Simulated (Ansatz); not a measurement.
## A ladder of methods for GeH3F (fluorogermane)

The species is GeH3F (5 atoms), meant as a singlet with charge 0. SMILES: `[F][GeH3]`. The shape is that of a PBE0-D4/def2-TZVP optimisation.

```xyz
5

F    -1.0465    0.4743    1.1622
Ge    0.0682   -0.0416   -0.0728
H     1.3310   -0.5120    0.6586
H    -0.6278   -1.1780   -0.8312
H     0.3251    1.1836   -0.9581
```

Quantity: the energy change with the Ge2–H3 bond stretched from 1.533 to 3.067 Å, in eV. The values are calculated.

| level | kind | program | value (eV) | less FCI/STO-3G |
| --- | --- | --- | --- | --- |
| SVWN5/STO-3G (restricted) | LDA | Ansatz | 5.45 | +0.98 |
| BLYP/STO-3G (restricted) | GGA | Ansatz | 5.09 | +0.62 |
| r2SCAN/STO-3G (restricted) | meta-GGA | Ansatz | 5.64 | +1.17 |
| r2SCAN0/STO-3G (restricted) | hybrid meta-GGA | Ansatz | 6.31 | +1.84 |
| HSE06/STO-3G (restricted) | range-separated hybrid | Ansatz | 6.04 | +1.57 |
| wB97X/STO-3G (restricted) | range-separated hybrid | Ansatz | 6.67 | +2.20 |
| B2PLYP/STO-3G (restricted) | double hybrid | Ansatz | 5.89 | +1.42 |
| BCCD(T)/STO-3G (restricted) | coupled cluster or CI | Ansatz | 4.48 | +0.01 |
| FCI/STO-3G | exact in the basis | Ansatz | 4.47 | 0.00 |

FCI/STO-3G is exact within its basis and frozen core, so for wave-function methods in that basis the difference is their error; functionals converge differently with the basis, so for them it is only a difference. All-electron rows without a relativistic Hamiltonian named are non-relativistic. The first shape isn't each level's own minimum. The values span 4.47 to 6.67 eV. All rows use very small basis sets, so even the best lies far from the true value. In the correlated wave-function rows the outer d shell of Ge is correlated, in sets not made for it.

Every density functional puts the cost of stretching the Ge–H bond above the exact result in this basis, from +0.62 eV for BLYP to +2.20 eV for wB97X. As the bond lengthens, the σ and σ* orbitals approach each other in energy and the singlet needs both configurations. A restricted determinant keeps the electron pair in one σ orbital and so retains too much ionic character. Semilocal exchange partly mimics the missing left-right correlation, and exact exchange removes that help: going from r2SCAN to r2SCAN0 raises the value from 5.64 to 6.31 eV. B2PLYP falls below the other hybrids despite its large share of exact exchange, probably because its perturbative correlation term lowers the stretched end.

BCCD(T) lies only 0.01 eV from FCI, as breaking one single bond is mainly a two-electron problem that coupled doubles describe well. This agreement doesn't carry over to multiple bonds or to full separation. The functional ordering reflects the restricted singlet solution, and says little about how these functionals would rank for homolytic bond energies computed from separate radicals.
